# Which knob moves the pH slope of an SiO₂-gate ISFET?

**Question.** Start from an SiO₂ gate and change one thing. Does the sensitivity $S=-d\psi_0/d\mathrm{pH}$ rise or fall, and by how much? Here $\psi_0$ is the surface potential relative to bulk solution. With the charge in the silicon held fixed and neglected, $dV_{th}/d\mathrm{pH}=+S$.

## The model

A site exists as SiOH₂⁺, SiOH or SiO⁻, with acid constants $K_1$ (SiOH₂⁺ → SiOH + H⁺) and $K_2$ (SiOH → SiO⁻ + H⁺). The surface proton activity is $a_s=10^{-\mathrm{pH}}e^{-\psi_0/V_T}$, with $V_T=kT/e$. The populations stand as $a_s/K_1:1:K_2/a_s=\delta e^{v}:1:\delta e^{-v}$, so

$$\sigma_0=eN_s\frac{2\delta\sinh v}{1+2\delta\cosh v},\qquad v=\ln 10\,(\mathrm{pH_{pzc}}-\mathrm{pH})-\frac{\psi_0}{V_T},$$

with $\delta=10^{-\Delta pK/2}$, $\Delta pK=pK_2-pK_1$ and $\mathrm{pH_{pzc}}=(pK_1+pK_2)/2$. Some papers absorb the factor 2 into $\delta$.

The double layer is Gouy–Chapman–Stern for a 1:1 electrolyte without specific adsorption:

$$\sigma_0=2C_DV_T\sinh\frac u2,\qquad \psi_0=V_Tu+\frac{\sigma_0}{C_S},\qquad \frac1{C_{dif}}=\frac1{C_S}+\frac1{C_D\cosh(u/2)},$$

where $V_Tu$ is the diffuse-layer potential and $C_D=\varepsilon/\lambda_D$ with Debye length $\lambda_D$. Setting $(d\sigma_0/dv)\,dv=C_{dif}\,d\psi_0$ with $dv=-\ln10\,d\mathrm{pH}-d\psi_0/V_T$ gives

$$S=\ln10\,V_T\frac{\beta}{1+\beta},\qquad \beta=\frac{d\sigma_0/dv}{V_TC_{dif}}.$$

Two limits carry the reasoning.

- **At the pzc:** $\beta_0=2e^2N_s\delta/[(1+2\delta)kTC]$, with $1/C=1/C_S+1/C_D$.
- **Far on the basic side** ($e^{2v}\ll1$), with ionised fraction $f=|\sigma_0|/eN_s$: $d\sigma_0/dv=|\sigma_0|(1-f)$, so $\beta=(1-f)\left[|\sigma_0|/(C_SV_T)+2\tanh(|u|/2)\right]$.

At fixed temperature $d\ln S/d\ln\beta=1/(1+\beta)$. A small $\beta$ passes a change on in full, and a large one damps it.

## Baseline

Assumed, typical inputs: $N_s=5\times10^{14}$ cm⁻², $pK_1=-2$, $pK_2=6$, $C_S=20$ µF/cm², $\varepsilon_r=78.5$ for water. Conditions are 298.15 K and 0.1 M ionic strength.

Then $\mathrm{pH_{pzc}}=2$, $\delta=10^{-4}$, $\ln10\,V_T=59.2$ mV, $C_D=72.3$ and $C=15.7$ µF/cm². At the pzc $\beta_0=0.0398$ and $S=2.26$ mV/pH. This holds only in a narrow window. Since $\beta\propto\cosh v$ there, $\beta$ is 10 % larger just 0.20 pH away.

At pH 7 the coupled equations give $\psi_0=-149$ mV, $\sigma_0=-2.36$ µC/cm² and $f=0.029$. The bracket is $4.60+1.07$, so $\beta=5.50$ and $S=50.1$ mV/pH.

## Predict first

**1. Halve $N_s$.** At the pzc $\beta_0\propto N_s$ and the elasticity is 0.96, so $S$ nearly halves. At pH 7 the balance reads $y+\ln[f/(1-f)]=\ln10\,(\mathrm{pH}-pK_2)$, with $y=|\psi_0|/V_T=5.80$. For small $f$, halving $N_s$ removes $\ln2$ from the drive. The share $\beta/(1+\beta)=0.85$ of it falls on $y$, which drops by 0.59, or 10 %. With $\beta$ roughly proportional to $y$, $S$ falls by about 2 %.

**2. Narrow $\Delta pK$ from 8 to 6 at fixed pzc.** Now $\delta$ grows tenfold. At the pzc saturation trims the gain to $10(1+\beta_0)/(1+10\beta_0)=7.4$. At pH 7 only $pK_2=5$ matters. It adds 1.95 to $y$, or 34 %, and the linear estimate for $S$ is +5 %, on the high side because $S(\beta)$ is concave.

**3. Raise $C_S$ to 80 µF/cm²** (assumed, since $C_S$ is poorly known). The same charge builds less potential, so $S$ falls. At the pzc $C$ becomes 38.0 µF/cm² and $\beta_0$ falls by a factor 2.42. At pH 7 expect a few per cent.

**4. Dilute to 0.01 M.** This is about the floor at pH 2, where the acid alone supplies it. $C_D$ falls by $\sqrt{10}$ to 22.8 µF/cm², but the Stern layer in series limits the change. $C$ becomes 10.7 µF/cm² and $\beta_0$ rises by a factor 1.47. At pH 7 the two terms in the bracket compete. Dilution moves potential from the Stern term, which is linear in charge, to the diffuse term, which cannot exceed 2. The net change should be small and may be negative.

**5. Replace Si by Al.** This moves several inputs together. Assumed typical values for Al₂O₃ are $N_s=8\times10^{14}$ cm⁻², $pK_1=6$ and $pK_2=10$, so the pzc is 8 and $\delta=10^{-2}$. Then $\beta_0$ grows 157-fold and $S$ approaches the Nernst limit. One pH unit from the pzc $v$ stays small, so the response should be nearly linear.

## Calculate

Model values, with the pH 7 column from the full equations and $S$ in mV/pH:

| Case | $\beta_0$ | $S$ at pzc | $S$ at pH 7 |
|---|---|---|---|
| Baseline | 0.0398 | 2.26 | 50.1 |
| $N_s/2$ | 0.0199 | 1.15 | 49.0 |
| $\Delta pK=6$ | 0.397 | 16.8 | 52.0 |
| $C_S=80$ µF/cm² | 0.0164 | 0.96 | 47.3 |
| 0.01 M | 0.0585 | 3.27 | 49.5 |
| Al₂O₃ | 6.24 | 51.0 | 51.3 |

At pH 7 the first four changes move $S$ by −2 %, +4 %, −6 % and −1 %. Dilution reverses sign between the columns. At pH 7 the Stern term drops to 3.59 while the diffuse term rises only to 1.69. A constant-$C$ treatment has $\beta\approx(1-f)y$ and predicts a rise instead. The shift is small against the −6 % that comes with the choice of $C_S$, so a salt dependence of $C_S$ could mask it.

## Temperature, 298.15 to 323.15 K, at the pzc

At fixed $\delta$ and $C$, $\beta_0\propto1/T$, so $d\ln S/d\ln T=\beta_0/(1+\beta_0)=0.038$. The Nernst factor grows by 8.4 %, yet $S$ grows by only 0.3 %. The frozen quantities matter more. With a typical $\varepsilon_r=69.9$ at 323.15 K and fixed $C_S$, $C$ falls by 2 %, which raises $S$ by about as much. Also $d\ln\delta/dT=(\Delta H_2-\Delta H_1)/2RT^2$, where $\Delta H_i$ are the dissociation enthalpies. An illustrative, assumed difference of +10 kJ/mol raises $\delta$ by 17 %. Without the enthalpies the sign of the temperature response is open.

## How far to trust the numbers

All slopes here are the model's. As typical knowledge, SiO₂ gates respond with roughly 30 to 45 mV/pH near neutral pH, so the model's 50.1 mV/pH is high by about a tenth to two thirds. The contrast between the columns follows from the size of $\beta$. Near its pzc silica passes parameter changes on almost in proportion, while at pH 7 the surface charge itself supplies a large $\beta$ and the same changes shrink to a few per cent.